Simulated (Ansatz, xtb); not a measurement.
## Relative energy of two isomers of C3H12BNO

Structure a is `CCC[B@H-]([NH3+])O`, a singlet and structure b is `CCC[NH2+][BH2-]O`, a singlet. Both are isolated molecules in the gas phase, relaxed with B3LYP/def2-SVP; each stands in its lowest conformer found.

a (Å):

```xyz
18

C    -1.3937   -0.8382   -0.9897
C    -0.2220   -1.1335   -0.0496
C    -0.0161   -0.0900    1.0604
B     1.1580   -0.3800    2.1404
N     2.6593   -0.2681    1.2859
O     1.2049   -1.6787    2.7409
H    -1.5059   -1.6097   -1.7699
H    -2.3432   -0.7860   -0.4310
H    -1.2610    0.1331   -1.4960
H     0.6995   -1.2313   -0.6598
H    -0.3734   -2.1354    0.3976
H     0.1272    0.9056    0.5938
H    -0.9609    0.0083    1.6298
H     1.3131    0.5262    2.9602
H     3.3887   -0.5653    1.9376
H     2.6990   -0.8872    0.4716
H     2.8656    0.6859    0.9816
H     0.6074   -2.2971    2.3076
```

b (Å):

```yaml
atoms:
  - { symbol: C, position_ang: [-2.1874, -0.5052, -0.5145] }
  - { symbol: C, position_ang: [-0.8516, -0.7100, -1.2335] }
  - { symbol: C, position_ang: [0.3798, -0.6492, -0.3294] }
  - { symbol: B, position_ang: [2.0793, 0.8088, 1.1631] }
  - { symbol: N, position_ang: [0.6161, 0.6618, 0.3121] }
  - { symbol: O, position_ang: [3.1148, 0.6210, 0.1902] }
  - { symbol: H, position_ang: [-3.0328, -0.6055, -1.2125] }
  - { symbol: H, position_ang: [-2.2674, 0.4965, -0.0592] }
  - { symbol: H, position_ang: [-2.3283, -1.2482, 0.2882] }
  - { symbol: H, position_ang: [-0.8492, -1.6960, -1.7288] }
  - { symbol: H, position_ang: [-0.7429, 0.0311, -2.0469] }
  - { symbol: H, position_ang: [0.3130, -1.3917, 0.4821] }
  - { symbol: H, position_ang: [1.2955, -0.8701, -0.8965] }
  - { symbol: H, position_ang: [0.6478, 1.3985, -0.3990] }
  - { symbol: H, position_ang: [-0.1408, 0.9103, 0.9533] }
  - { symbol: H, position_ang: [1.9858, 1.9653, 1.5720] }
  - { symbol: H, position_ang: [1.9863, -0.0466, 2.0462] }
  - { symbol: H, position_ang: [3.5777, -0.2101, 0.3257] }
```

**Question.** Which of the two would you expect CCSD(T)/def2-SVP + ΔMP2/def2-TZVPP electronic energies to favour?

**Answer.** Structure a; the calculation gives E(b) − E(a) = +10.2 kcal/mol.

The same difference at several levels:

```csv
level,geometry,E(b) − E(a) (kcal/mol),departure from the last row (kcal/mol),"job, with rough time for the two"
GFN2-xTB,GFN2-xTB,−7.2,−17.5,"optimisation, 0.24 s"
HF/STO-3G,GFN2-xTB,+4.2,−6.0,"single point, 0.28 s"
r2SCAN-D4/def2-SVP,GFN2-xTB,+9.8,−0.4,"single point, 2.9 s"
B3LYP/def2-SVP,B3LYP/def2-SVP,+8.4,−1.8,"optimisation, 38 s"
HF/def2-SVP,B3LYP/def2-SVP,+8.1,−2.1,part of the CCSD(T) run
MP2/def2-SVP,B3LYP/def2-SVP,+9.9,−0.3,part of the CCSD(T) run
CCSD(T)/def2-SVP,B3LYP/def2-SVP,+9.1,−1.1,single point
CCSD(T)/def2-SVP + ΔMP2/def2-TZVPP,B3LYP/def2-SVP,+10.2,,"single point, 55 s"
```

As drawn, b has 1 C–N, 1 B–H in place of 1 C–B, 1 N–H.

GFN2-xTB puts the two in the other order. The largest departure from CCSD(T)/def2-SVP + ΔMP2/def2-TZVPP is that of GFN2-xTB, 17.5 kcal/mol. The last row adds to CCSD(T) the change of the MP2 difference between the two basis sets, here +1.1 kcal/mol.

With thermal terms from frequencies at re-optimised GFN2-xTB minima (ideal gas, soft modes damped towards free rotors, one conformer each, 298.15 K, 1 atm): on the last row, ΔE + ΔZPE = +10.4, ΔH = +10.0, ΔG = +10.6 kcal/mol.

The correlated steps freeze 6 core orbitals. Mirror images aren't counted in ΔG. Run with Ansatz 0.2.0, xtb 6.7.1; the last row on 4 threads of Arm Neoverse V2 on a shared host.

Both isomers are amine–borane adducts, a pairing ammonia with a propyl-substituted hydroxyborane and b pairing propylamine with hydroxyborane itself, BH2OH. The preference for a probably comes from the covalent exchange: a C–B and a strong, polar N–H bond together outweigh C–N and B–H. The dative bond should pull the other way, since alkylation makes the amine a better donor and the borane a poorer acceptor, and the shorter B–N distance in b fits this. Hartree–Fock with the def2-SVP basis already gives +8.1 kcal/mol, so correlation adds to the preference but doesn't create it. The reversed order from GFN2-xTB lies in its energy rather than its structures, because HF/STO-3G and r2SCAN-D4 both favour a at those same geometries; its parametrised balance among bonds to boron and nitrogen is the likely source. Thermal terms hardly matter, as expected for two adducts of similar size and flexibility. The ordering doesn't show that either adduct resists dissociation into free amine and borane, which may be the easier process for a, with its weaker donor–acceptor pair.
